\section*{The forward-scattering approximation as a directed polymer: Anderson's upper limit}

Take one electron on a tree, with random site energies, and ask how much disorder is certainly enough to localise every state. I will throw away the self-energies, solve what is left, then show that the answer bounds the full problem, and finally estimate how generous the bound is.

\subsection*{Premises}

The Hamiltonian is
\begin{equation}
H=\sum_i \epsilon_i |i\rangle\langle i| - t\sum_{\langle ij\rangle}\big(|i\rangle\langle j|+|j\rangle\langle i|\big),\qquad t>0 .
\end{equation}
The lattice is a Bethe lattice of coordination $K+1$, so that each site has $K\ge2$ children when we walk away from a root. The $\epsilon_i$ are independent and uniform on $[-W/2,W/2]$; $W$ is the full width. There are no interactions and no phonons, so the temperature is zero. Angle brackets denote the disorder average.

Cut the bond from site $i$ to its parent and call $G_i$ the diagonal retarded Green function of $i$ at real energy $E$ in the subtree that remains. The subtrees of the children are disconnected from one another, so block inversion of $E-H$ gives exactly
\begin{equation}
G_i=\frac{1}{E-\epsilon_i-\Sigma_i},\qquad \Sigma_i=t^2\sum_{j\,\mathrm{child\ of}\,i}G_j .
\label{cavity}
\end{equation}
Write $\Sigma_i=\Delta_i-\mathrm{i}\Gamma_i$. Since $\mathrm{Im}\,G_j=-|G_j|^2\Gamma_j$, the imaginary part of (\ref{cavity}) is $\Gamma_i=\sum_j t^2|G_j|^2\Gamma_j$. Now end the tree at generation $n$, give each site there the same width $\Gamma_b$, as a contact would, and iterate:
\begin{equation}
\frac{\Gamma_0}{\Gamma_b}=\sum_{\mathrm{paths}}\ \prod_{k=1}^{n}|tG_k|^2 .
\label{exact}
\end{equation}
The sum runs over the $K^n$ paths from the root to the boundary. A root with $K+1$ branches changes only a prefactor. The criterion is that of Abou-Chacra, Thouless and Anderson (1973): the states at $E$ are localised if the root loses touch with a receding boundary, that is if the sum in (\ref{exact}) goes to zero as $n\to\infty$.

\subsection*{The approximation}

The forward-scattering approximation sets $\Sigma_k=0$ in every denominator. The electron only moves outward; excursions that return to a site, which $\Sigma$ sums, are dropped. At the band centre $E=0$ we have $|G_k|=1/|\epsilon_k|$. I allow a general exponent,
\begin{equation}
Z_n(\beta)=\sum_{\mathrm{paths}}\ \prod_{k=1}^{n}\left|\frac{t}{\epsilon_k}\right|^{2\beta},
\end{equation}
and the physical case (\ref{exact}) is $\beta=1$. Put $|\epsilon|=(W/2)\,\mathrm{e}^{-y}$. Because $2|\epsilon|/W$ is uniform on $(0,1)$, the probability that $y$ exceeds $Y$ is $\mathrm{e}^{-Y}$: $y$ is exponential with unit mean. With $L=\ln(W/2t)$,
\begin{equation}
Z_n(\beta)=\sum_{\mathrm{paths}}\exp\Big[2\beta\sum_{k=1}^{n}(y_k-L)\Big].
\end{equation}
This is the partition function of a directed polymer on a tree, the model of Derrida and Spohn (1988), with site energy $L-y$ and inverse temperature $2\beta$. Large $y$ is a near resonance with $E$.

\emph{Question: Is $\beta$ related to the temperature of the sample?}

No. The sample is at zero kelvin. $\beta$ is a bookkeeping exponent, fixed to one by the modulus squared in (\ref{exact}).

The single-site moment is
\begin{equation}
\lambda(x)=\Big\langle\Big|\frac{t}{\epsilon}\Big|^{x}\Big\rangle=\frac{2}{W}\int_0^{W/2}\Big(\frac{t}{u}\Big)^{x}du=\frac{(2t/W)^x}{1-x},\qquad 0<x<1,
\label{moment}
\end{equation}
and it diverges for $x\ge1$. So $\langle Z_n(1)\rangle$ is infinite at any $W$ and tells us nothing. We need the typical growth rate, and we trap it between two bounds.

\subsection*{Upper bound on the growth rate}

Choose $x<1$ with $x\le2\beta$ and set $m=x/2\beta\le1$. For positive numbers and $m\le1$, $(\sum_p w_p)^m\le\sum_p w_p^m$: divide by the left side, and each fraction $q_p=w_p/\sum w\le1$ obeys $q_p^m\ge q_p$. The energies along one path are independent, so
\begin{equation}
\langle Z_n^{m}\rangle\le [K\lambda(x)]^n .
\label{frac}
\end{equation}
Jensen's inequality, $m\langle\ln Z_n\rangle\le\ln\langle Z_n^m\rangle$, then gives for every $n$
\begin{equation}
\frac1n\langle\ln Z_n\rangle\le 2\beta\,\phi(x),\qquad
\phi(x)=\frac1x\ln\frac{K(2t/W)^x}{1-x}=-L+\frac{\ln K-\ln(1-x)}{x}.
\label{phi}
\end{equation}
The bound also holds sample by sample. Markov's inequality applied to $Z_n^m$ shows that $Z_n$ exceeds $\exp[n(2\beta\phi+\delta)]$ with probability at most $\mathrm{e}^{-nm\delta}$; these probabilities have a finite sum, so with probability one the excess occurs for finitely many $n$ only.

Now take the best $x$. Differentiating,
\begin{equation}
x^2\phi'(x)=\frac{x}{1-x}-\ln K+\ln(1-x)\equiv g(x),\qquad g'(x)=\frac{x}{(1-x)^2}>0 .
\end{equation}
Since $g(0)=-\ln K<0$ and $g\to+\infty$ as $x\to1$, there is one minimum $x_*$, and it depends on $K$ alone, because $W$ enters $\phi$ only through the constant $-L$. Define $a_*=1/(1-x_*)>1$. Then $x_*/(1-x_*)=a_*-1$, and $g(x_*)=0$ reads
\begin{equation}
a_*-1-\ln a_*=\ln K .
\label{astar}
\end{equation}
At the minimum $\ln K-\ln(1-x_*)=x_*a_*$, so $\phi(x_*)=a_*-L$. The choice $x=x_*$ is allowed whenever $2\beta\ge x_*$, and the physical $2\beta=2$ qualifies for every $K$.

\subsection*{Lower bound: one good path suffices}

Since all terms are positive, $Z_n$ is at least its largest term. I show that a path with mean $y$ as close to $a_*$ as we like exists. Fix $a$ with $1\le a<a_*$ and a block length $\ell$. Call a descendant $\ell$ generations down good if the $y$ on the $\ell$ steps leading to it add up to at least $\ell a$. A sum $S_\ell$ of $\ell$ unit exponentials has the gamma density $y^{\ell-1}\mathrm{e}^{-y}/(\ell-1)!$, and repeated integration by parts gives
\begin{equation}
P(S_\ell\ge \ell a)=\mathrm{e}^{-\ell a}\sum_{k=0}^{\ell-1}\frac{(\ell a)^k}{k!}\ \ge\ \mathrm{e}^{-\ell a}\frac{(\ell a)^{\ell}}{a\,\ell!},
\end{equation}
where only the last term was kept. The trapezoid rule underestimates the integral of the concave function $\ln u$, which gives $\ell!\le \mathrm{e}\,\ell^{\ell+1/2}\mathrm{e}^{-\ell}$. The mean number of good descendants therefore obeys
\begin{equation}
K^\ell P(S_\ell\ge\ell a)\ \ge\ \frac{\mathrm{e}^{\ell s(a)}}{\mathrm{e}\,a\sqrt{\ell}},\qquad s(a)=\ln K-(a-1-\ln a).
\end{equation}
The function $s$ decreases for $a>1$ and vanishes at $a_*$ by (\ref{astar}), so $s(a)>0$ here, and for long enough blocks the mean exceeds one. Good descendants of different good sites involve disjoint subtrees, hence independent energies. They form a Galton--Watson branching process with mean offspring above one, which survives forever with some probability $q>0$. Start such a process at each of the $K^j$ sites of generation $j$: all die with probability $(1-q)^{K^j}$, which tends to zero with growing $j$. So with probability one there is an infinite line of good sites. The first $j$ steps and an unfinished last block cost at most a fixed factor, since $y\ge0$. Hence $\liminf n^{-1}\ln Z_n\ge2\beta(a-L)$ for every $a<a_*$.

The two bounds meet:
\begin{equation}
\lim_{n\to\infty}\frac{1}{n}\ln Z_n(\beta)=2\beta\min_{0<x<1}\frac1x\ln\frac{K(2t/W)^x}{1-x}=2\beta\,(a_*-L),\qquad 2\beta\ge x_* .
\label{rate}
\end{equation}
Note the prefactor: the minimum of $\phi$ is the rate per unit exponent, minus the free energy per site, and it no longer depends on $\beta$. The function $s(a)$ is the entropy per step of paths with mean $y$ equal to $a$, and it is zero at $a_*$. The sum is carried by a subexponential number of paths. That is the frozen phase of the polymer.

\emph{Question: Why not multiply the weight of a typical path by $K^n$?}

That gives the rate $\ln K+2(1-L)$ at $\beta=1$, which vanishes at $W=2\mathrm{e}\sqrt K\,t$, or $7.7\,t$ for $K=2$. It misses the point. The contribution of paths with mean $a$ grows as $s(a)+2(a-L)$, whose derivative $1+1/a$ is positive, so the best $a$ is the largest that still exists in a sample, namely $a_*$.

\subsection*{The critical disorder}

The rate vanishes at $L=a_*$, that is at $W_c=2t\,\mathrm{e}^{a_*}$, where $x_*=1-1/\ln(W_c/2t)$. Insert $a_*=\ln(W_c/2t)$ into (\ref{astar}) and exponentiate: $W_c/2t=\mathrm{e}K\ln(W_c/2t)$, or
\begin{equation}
\frac{2\mathrm{e}Kt}{W_c}\ln\frac{W_c}{2t}=1 .
\label{anderson}
\end{equation}
One can check this from $f(x)=\ln[K\lambda(x)]=x\phi$. At the transition $\phi$ and $\phi'$ vanish together, hence so do $f$ and $f'=\phi+x\phi'$. The condition $f'=-L+1/(1-x)=0$ gives $x=1-1/L$, and $K\lambda=K\mathrm{e}^{-L+1}L=1$ is (\ref{anderson}). Equation (\ref{anderson}) has a second root with $L<1$; it would need $x<0$ and is discarded.

For $K=2$, equation (\ref{astar}) gives $a_*=2.6783$, so $x_*=0.6266$, the freezing point is $\beta_*=x_*/2=0.3133$, $W_c/2t=14.56$, and
\begin{equation}
W_c=29.12\,t\approx 29\,t .
\end{equation}
For $W>W_c$ write $Z_n(1)\sim\mathrm{e}^{-2n/\xi}$. From (\ref{rate}), $1/\xi=L-a_*$, so $\xi=1/\ln(W/W_c)$ in hops along the tree.

\subsection*{Why it is an upper limit}

\emph{Question: Dropping a term of either sign does not usually produce a bound. Why here?}

Because of the order in which we may average. Return to the exact sum (\ref{exact}) and take one path, sites $1$ to $n$, at any real $E$. The cavity function $G_k$ depends on $\epsilon_k$ and on the subtree below $k$ only. So $\epsilon_1$ appears in $G_1$ and nowhere else in the product, and $\Sigma_1$ is independent of it. Average over $\epsilon_1$ with everything else fixed. Since $|E-\epsilon-\Sigma|\ge|\epsilon-A|$ with $A=E-\Delta$ real, the average of $|tG_1|^x$ is at most $t^xJ(A)$, where $J(A)=W^{-1}\int_{-W/2}^{W/2}|\epsilon-A|^{-x}d\epsilon$. For $|A|\le W/2$,
\begin{equation}
J(A)=\frac{(W/2-A)^{1-x}+(W/2+A)^{1-x}}{W(1-x)}\le J(0),
\end{equation}
because $u^{1-x}$ is concave and the two arguments have the fixed mean $W/2$. For $|A|>W/2$ the integrand falls pointwise as $|A|$ grows, so $J(A)\le J(W/2)\le J(0)$. And $t^xJ(0)=\lambda(x)$. With $G_1$ replaced by this constant, $\epsilon_2$ appears only in $G_2$, and we repeat down the path:
\begin{equation}
\Big\langle\prod_{k=1}^n|tG_k|^x\Big\rangle\le\lambda(x)^n .
\end{equation}
Thus (\ref{frac}) and (\ref{phi}) hold for the exact sum, with all self-energies kept. For $W>W_c$ the ratio $\Gamma_0/\Gamma_b$ decays at least as fast as $\mathrm{e}^{-2n\ln(W/W_c)}$ at every energy, so no mobility edge survives. Decay of such fractional moments is also the hypothesis from which Aizenman and Molchanov (1993) prove localisation as a spectral statement. The lower bound does not carry over, since it used independent denominators. The true critical disorder is therefore at most $W_c$, and the true $\xi$ at most $1/\ln(W/W_c)$. In words: the approximation puts the pole at the centre of the box, the most favourable place, and a self-energy can only move it off.

\subsection*{How large is what we dropped?}

\emph{Question: At $W\approx29\,t$ the shifts $t^2/\epsilon$ look tiny. Is the bound then nearly sharp?}

On typical sites they are tiny. The median $|\epsilon|$ is $W/4$, so the shift $4t^2/W$ is a fraction $8t^2/W^2=0.0094$ of the half-width at $W_c$. A child shifts its parent by more than $W/2$ if $|\epsilon|<2t^2/W$, that is $y>2L$, with probability $\mathrm{e}^{-2L}=0.0047$. That describes the side branches. But the dominant path is chosen for its resonances. Weighting the density $\mathrm{e}^{-y}$ by $\mathrm{e}^{x_*y}$ makes $y$ exponential with mean $a_*$. At $W_c$, where $a_*=L$, the shift from the next site exceeds the bare energy, $y_k+y_{k+1}>2L$, on a fraction $3\mathrm{e}^{-2}=0.41$ of the bonds. A small shift merely moves the pole inside the box and hardly changes $J$. A shift beyond $W/2$ expels it, and that happens on a fraction $\mathrm{e}^{-2L/a_*}=\mathrm{e}^{-2}=0.135$ of the sites. Neither fraction depends on $K$, so the approximation does not become exact at large coordination.

We can estimate the consequence. If a site has denominator $z'$, its parent has $\epsilon-t^2/z'$ up to signs, and the pair contributes $t^2/|\epsilon z'-t^2|$. For $|z'|\ll2t^2/W$ this is close to one, where the approximation has the large number $t^2/|\epsilon z'|$: the two levels have hybridised. So cut the integral (\ref{moment}) at $2t^2/W$. With $u=t\mathrm{e}^{v}$,
\begin{equation}
\lambda_{\rm cut}(x)=\frac{2t}{W}\int_{-L}^{L}\mathrm{e}^{(1-x)v}dv=\frac{4t}{W}\,\frac{\sinh[(1-x)L]}{1-x}.
\label{cut}
\end{equation}
This is finite for all $x$, symmetric about $x=1$ and smallest there. The rate changes sign where the minimum of $K\lambda_{\rm cut}$ equals one, so the estimated criterion is $(4Kt/W)\ln(W/2t)=1$. The coefficient $2\mathrm{e}$ has become $4$, a ratio $\mathrm{e}/2=1.36$, which the two critical disorders approach at large $K$. The estimate has logarithmic accuracy only: a factor of order one in the cut-off changes $\lambda_{\rm cut}(1)$ by a relative amount of order $1/L$. For $K=2$ it gives $L\approx2.2$, which is not large, and $W\approx17\,t$, lower than $W_c$ by a factor of about $1.7$. Read this as the size of the neglected term, not as a prediction. The digits of $29.12$ are those of a bound.

\subsection*{Range of validity}

The bound needs independent site energies, one particle, zero temperature and the box distribution. For another bounded density, $\lambda(x)$ must be replaced by $t^x$ times the supremum over $A$ of $\langle|\epsilon-A|^{-x}\rangle$. Above $W_c$ localisation is guaranteed at all energies. Below $W_c$ the approximation predicts extended states at the band centre, and that prediction is not controlled; between roughly $17\,t$ and $29\,t$ for $K=2$ our estimate says it is wrong. The formula for $\xi$ is likewise an upper limit; its divergence at $W_c$ belongs to the approximation, and it gains accuracy only as the expelled fraction $\mathrm{e}^{-2L/a_*}$ becomes small.

\emph{Question: Real networks have rings. Does anything survive?}

The threshold does, as a bound. On a finite graph the off-diagonal Green function is a sum over self-avoiding walks of products of diagonal Green functions, each taken with the earlier sites of the walk removed. For $x<1$ the same subadditivity and the same ordered averaging apply, and at most $(K+1)K^{n-1}$ walks have $n$ steps if no site has more than $K+1$ neighbours. The polymer solution itself does not survive, because different walks reach the same site and interfere.

\subsection*{Numerical illustration}

Picture a band of trap states in an amorphous gate or memory dielectric, idealised as a Bethe lattice with $K=2$. The inputs are illustrative, not those of a particular film: $t=0.010$ eV, $W=0.50$ eV, hop length $d=2.0$ nm. The upper limit is $W_c=0.291$ eV, so this model band, with $W=50\,t$, is localised at all energies. Here $L=\ln 25=3.219$ and $\phi(x_*)=a_*-L=-0.5405$, so $\xi\le1.85$ hops, or $3.7$ nm measured along the path. Across five hops, $10$ nm of path, (\ref{phi}) bounds the typical value $\exp\langle\ln(\Gamma_0/\Gamma_b)\rangle$ by $\mathrm{e}^{10\phi(x_*)}=4.5\times10^{-3}$. A typical single path decays much faster, with $1-L=-2.219$ per hop, a length of $0.45$ hop; the difference is the work of rare resonant paths. The expelled fraction is $0.090$. Minimising $x^{-1}\ln(K\lambda_{\rm cut})$ from (\ref{cut}) gives about $-0.75$, that is $1.3$ hops or $2.7$ nm, and the estimated threshold is about $0.17$ eV. Finally, $t/k_B=116$ K, while $k_BT=25.9$ meV at $300$ K exceeds $t$. At room temperature phonon-assisted hopping, which the model omits, would move charge between these states; the model's $3.7$ nm limits the extent of the localised wave functions between which such hops occur.